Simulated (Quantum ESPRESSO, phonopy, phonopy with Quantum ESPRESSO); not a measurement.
# Transverse optical zone-centre mode of zinc-blende CdS against volume, from 3 % compression to 5 % expansion, with PBE+D3(BJ)

I have to decide whether the zone-centre optical mode of zinc-blende CdS needs a new phonon calculation at every volume, or whether two volumes and a scaling rule are enough. The choice matters whenever a frequency has to be carried to another lattice constant, for instance to a measured one or to that of a sample under hydrostatic pressure. The mode is calculated with PBE+D3(BJ) at six volumes, each given relative to the static volume V0 of the same level. With two atoms in the primitive cell and no macroscopic field, the three optical modes at Γ share one frequency, so the "highest" mode here is the transverse optical one.

## Calculations

One crystal, CdS (zinc-blende), taken from a measured cell of the Crystallography Open Database (entry of the Crystallography Open Database; not the structure at ambient conditions), directly or through a relaxation at another level, and relaxed at each level to its static volume V0; then scaled volumes, with shape and atoms relaxed at fixed volume where symmetry leaves them free. Level: PBE+D3(BJ), GBRV (Quantum ESPRESSO). Quantum ESPRESSO 7.5 rows: plane waves at 40 Ry, no spin, finite atomic displacements in 2×2×2 supercells with phonopy 4.10. The same in all rows: lowest frequency along the high-symmetry path, interpolated; zero means stable, negative imaginary: 0.0 cm⁻¹.

- volume (Å³): volume per atom.
- pressure (GPa): static pressure at that volume, compression positive.
- highest Γ mode (cm⁻¹): highest optical mode at the zone centre, without the macroscopic field (no LO-TO term).

## Results

| member | volume (Å³) | pressure (GPa) | highest Γ mode (cm⁻¹) |
| --- | --- | --- | --- |
| V/V0 = 0.97 | 24.345 | 1.98 | 245.8 |
| V/V0 = 0.985 | 24.722 | 0.97 | 239.1 |
| V/V0 = 1 | 25.098 | 0.03 | 232.8 |
| V/V0 = 1.015 | 25.475 | −0.82 | 226.6 |
| V/V0 = 1.03 | 25.851 | −1.61 | 220.6 |
| V/V0 = 1.05 | 26.353 | −2.57 | 212.8 |

Least-squares fits to the whole series, with x = volume (Å³); R² in the fitted variables, residuals in the unit of y:

| y | members | fit | R² | rms residual | leave-one-out rms | standard deviation of y |
| --- | --- | --- | --- | --- | --- | --- |
| highest Γ mode (cm⁻¹) | 6 | ln y = 11.301 − 1.8156 ln x | 1.00 | 0.11 | 0.20 | 12 |

## Reading the trend

The frequency falls at every step of expansion, from 245.8 cm⁻¹ at V/V0 = 0.97 to 212.8 cm⁻¹ at V/V0 = 1.05. A model with two parameters follows from three assumptions.

First, the Cd and S sublattices move rigidly against each other, as they must in this mode. Then ω² = K/μ, where K is the net restoring force constant and 1/μ = 1/m(Cd) + 1/m(S). The masses do not change with volume, so the whole trend lies in K.

Second, I let K fall as a power of the bond length d, K ∝ d⁻ⁿ, with n constant over the range.

Third, symmetry fixes the atomic positions and the cubic shape, so every bond scales with the lattice constant and d ∝ V^(1/3).

Putting these together gives K ∝ V^(−n/3) and ω ∝ V^(−n/6), or

ω(V) = ω₁ (V₁/V)^γ, with γ = n/6.

The two parameters are the frequency ω₁ at a reference volume V₁ and the exponent γ, which is the mode Grüneisen parameter. The fit to all six rows gives γ = 1.8156, hence n = 6 × 1.8156 = 10.9. A bond longer by 1 % therefore weakens K by about 10 % and lowers the frequency by about 5 %.

Theory offers a reason for so steep a fall. K is a short-range stiffness, which drops quickly as orbital overlap decreases, minus a dipolar term, because the local electric field of the displaced ions helps a transverse displacement along. If the dipolar term varies more slowly with volume than the stiffness, the difference between them falls faster, in relative terms, than the stiffness alone. The columns give only the net K, so the size of each part stays open here.

## Fixing and testing the model

I fix the model on V/V0 = 0.985 and V/V0 = 1.015, which leaves one row between them and three outside. The exponent is

γ = ln(239.1 / 226.6) / ln(25.475 / 24.722) = 1.790.

With V/V0 = 0.985 as the reference, the other four rows follow.

- V/V0 = 0.97: 239.1 × (24.722 / 24.345)^1.790 = 245.8 cm⁻¹. The table has 245.8, so the two agree to the last digit.
- V/V0 = 1: 239.1 × (24.722 / 25.098)^1.790 = 232.7 cm⁻¹. The table has 232.8, and the model is 0.1 too low.
- V/V0 = 1.03: 239.1 × (24.722 / 25.851)^1.790 = 220.7 cm⁻¹. The table has 220.6, and the model is 0.1 too high.
- V/V0 = 1.05: 239.1 × (24.722 / 26.353)^1.790 = 213.3 cm⁻¹. The table has 212.8, and the model is 0.5 too high.

The largest miss comes at the longest reach beyond the two fixed rows, and it is still small beside the standard deviation of 12 cm⁻¹ in the series.

A straight line in volume through the same two rows does almost as well. At V/V0 = 1.05 it gives 226.6 − (239.1 − 226.6) / (25.475 − 24.722) × (26.353 − 25.475) = 212.0 cm⁻¹, which is 0.8 too low. Over so short a range the good agreement is therefore weak evidence for the power law as such. I prefer the power law because its exponent has a physical meaning and can be compared with that of other modes.

## Outliers

Largest departures from the fit to the whole series:

| member | highest Γ mode (cm⁻¹) | fit | computed − fit | computed / fit | in rms residuals (of ln y) |
| --- | --- | --- | --- | --- | --- |
| V/V0 = 1.05 | 212.8 | 213.0 | −0.2 | 1.00 | 1.5 |
| V/V0 = 1.015 | 226.6 | 226.5 | +0.1 | 1.00 | 1.1 |
| V/V0 = 0.97 | 245.8 | 245.9 | −0.1 | 1.00 | 1.0 |
| V/V0 = 1 | 232.8 | 232.7 | +0.1 | 1.00 | 0.9 |

Within the six rows the power law does not break visibly. The largest departure from the fit to the whole series is −0.2 cm⁻¹, at V/V0 = 1.05. The exponent taken between V/V0 = 0.97 and 1 is ln(245.8 / 232.8) / ln(25.098 / 24.345) = 1.78, and between 1 and 1.05 it is ln(232.8 / 212.8) / ln(26.353 / 25.098) = 1.84. If that rise is real, the assumption of a constant n is the one that gives way, but differences of a few tenths of a cm⁻¹ are within what finite displacements can produce.

Against pressure the mode does not move at a constant rate. It gains (245.8 − 232.8) / (1.98 − 0.03) = 6.7 cm⁻¹ per GPa on the compressed side and loses (232.8 − 212.8) / (0.03 + 2.57) = 7.7 cm⁻¹ per GPa on the expanded side, mainly because the expanded crystal is more compressible.

The model fails in sign for those other phonons that soften on compression. In such modes, typically transverse acoustic ones, atoms move mainly across their bonds. Tension in a bond helps to restore them, and compression removes that tension, so the assumption that a shorter bond means a stiffer mode no longer applies.

## Closing remarks

Between 24.345 and 26.353 Å³ per atom, two volumes are enough to place the transverse optical mode at this level within about 0.5 cm⁻¹ of the tabled values, and I would not run a new phonon calculation for each lattice constant in between. Near V0, 1 % more volume lowers the mode by about 4 cm⁻¹.

The effect left out of the table that exceeds its whole range of 245.8 − 212.8 = 33.0 cm⁻¹ is the macroscopic field. It leaves the transverse mode where it is and raises the longitudinal one, by roughly 50 cm⁻¹ or more in a polar semiconductor of this kind, so a measured longitudinal line must not be set against these numbers. Thermal expansion and anharmonic shifts usually lower the measured mode, by a few cm⁻¹ as a rough size at room temperature.

[On method and selection: Runs that did not converge, have known faults or may not be shown are not listed, and runs on Ansatz's PAW sets soft_1 and soft_2 are kept to separate tables.]
